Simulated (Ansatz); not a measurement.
C: do energies and stresses tell the same story?

Theory: DFT LDA, scalar-relativistic, plane waves, PAW (Ansatz 0.2.0).

Cutoff 420 eV; k points 12×12×12 on the computed 14-atom cell (Γ-centred); Gaussian smearing, width 0.02 eV; no spin polarisation.

Relaxed cell: R-3m, a = 2.493 Å, b = 2.493 Å, c = 42.995 Å, α = 90.00°, β = 90.00°, γ = 120.00°, 14 atoms in the primitive cell.

Energies at zero smearing and pressures from the stress tensor, at volumes with shape and atoms relaxed:
| V (Å³/atom) | E − E(first) (meV/atom) | P (GPa) |
| --- | --- | --- |
| 4.849 | 0.00 | 75.28 |
| 5.014 | -65.54 | 52.30 |
| 5.179 | -108.98 | 32.36 |
| 5.345 | -133.24 | 15.05 |
| 5.510 | -140.81 | 0.00 |
| 5.675 | -133.92 | -13.09 |
| 5.841 | -114.39 | -24.48 |
| 6.061 | -71.58 | -37.38 |

Q: Check P = −dE/dV between neighbouring volumes, and get the bulk modulus from the pressures alone.

A: With 1 eV/Å³ = 160.2 GPa:
```tsv
middle V (Å³/atom)	−ΔE/ΔV (GPa)	mean P (GPa)
4.931	63.529	63.790
5.097	42.098	42.333
5.262	23.513	23.707
5.427	7.344	7.524
5.593	-6.683	-6.547
5.758	-18.923	-18.784
5.951	-31.121	-30.928
```

The two differ by 0.26 GPa at most. The mean of two end pressures misses the average over a step by about ΔV² P″/12, up to 0.27 GPa here; with that taken off 0.01 GPa remains. Around V = 5.510 Å³/atom, the two neighbours give B = −V ΔP/ΔV = 5.510 × 28.14 / 0.331 = 469.0 GPa, against B0 = 467.2 GPa from the Birch–Murnaghan fit of the energies.

Cost: 9 runs of about 11 core-minutes in all, on Intel Xeon 6975P-C (Granite Rapids) (shared hosts).

Energies and stresses describe the same equation of state, and the small remainder leaves little room for Pulay stress from the finite basis. The finite-difference pressure lies below the mean of the end pressures in every interval, as it must when P(V) is convex: the crystal stiffens on compression and softens under tension. The two-neighbour estimate of 469.0 GPa slightly exceeds the fitted 467.2 GPa; the curvature of P(V) cancels in a symmetric difference, but its third derivative makes the slope over a finite step slightly too steep here.

The cell shape and atomic volume suggest a long-period stacking variant of diamond. Its great stiffness would then come from short, strongly directional sp³ bonds, whose stretching costs far more energy than any change in stacking order. Relative to experiment, the volume is probably somewhat small and the modulus somewhat high, as is usual for LDA overbinding in diamond-like carbon. Agreement between energy and stress cannot reveal such an error, because both derive from the same functional.
